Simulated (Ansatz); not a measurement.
## Correcting a cheap level on molecular compounds of Ga

The vertical ionisation energy (cation less neutral) in eV of 6 molecular compounds of Ga: x at B2PLYP/def2-TZVPP, y at CCSD(T)/def2-TZVPP. Shapes, held fixed at every level: PBE0-D4/def2-TZVP. Flexible molecules stand in one conformer, not always the lowest. Programs: Ansatz 0.2.0.

```
                                    molecule  x (eV)  y (eV)
            C6H15Ga (triethylgallium (TEGa))    8.69    8.92
   C2H6Cl2GaN (SMILES C[N](C)[Ga]([Cl])[Cl])    8.77    8.83
    C2H6BrFGaN (SMILES C[N](C)[Ga]([F])[Br])    8.82    8.89
        GaSiH5SO (SMILES [SiH3][O][GaH][SH])   10.08       ?
GaSiNH5ClO (SMILES [NH2][Ga]([Cl])[O][SiH3])   10.23   10.27
                                   Ga(SeH)F2   10.49   10.48
```

**Question.** Fit y = c + s·x to the known rows and predict y for GaSiH5SO.

**Answer.** 
1. Means of the 5 rows: x = 9.4000, y = 9.478.
2. Σ(Δx)² = 3.1144, Σ(Δx·Δy) = 2.895, so the slope is 2.895/3.1144 = 0.92955.
3. Intercept: 9.478 − (0.92955) × 9.4000 = 0.740. The largest residual of the fit is 0.10.
4. GaSiH5SO: 0.740 + 0.92955 × 10.08 = 10.11 eV.

CCSD(T)/def2-TZVPP gives 10.13 eV, so the prediction is off by -0.02 eV, within the largest residual. Uncorrected, B2PLYP/def2-TZVPP misses GaSiH5SO by -0.05 eV, and the other rows by 0.08 on average. The line removes about 60 % of this miss, partly by chance. Left out in turn, the other rows are missed by 0.08 eV on average, hardly better than no correction. Cations run unrestricted. Relativity is left out for Br, Ga, Se. Outer-core shells of Br, Ga, Se are correlated, in sets that cover them unevenly.

The ionisation energies probably follow the orbital that loses the electron. In the two dimethylamides this should be mainly the nitrogen lone pair, raised by the methyl groups, which also help to stabilise the cation. Exchanging the halogens on gallium therefore changes little, whereas the NH2 compound, without N-methyl groups, ionises at a clearly higher energy. In GaSiH5SO and Ga(SeH)F2 the likely sources are the sulfur and selenium lone pairs, and in triethylgallium the Ga–C σ bonds.

Triethylgallium also stands apart in its error: B2PLYP falls 0.23 eV below CCSD(T), perhaps because it overstabilises a hole spread over several Ga–C bonds. This is enough to change the order, since B2PLYP places it below both dimethylamides and CCSD(T) slightly above them. The fitted slope thus owes much to one compound with a different kind of ionisation, and is no general scaling law for gallium compounds. The good result for GaSiH5SO doesn't show that the line would serve other gallium alkyls.
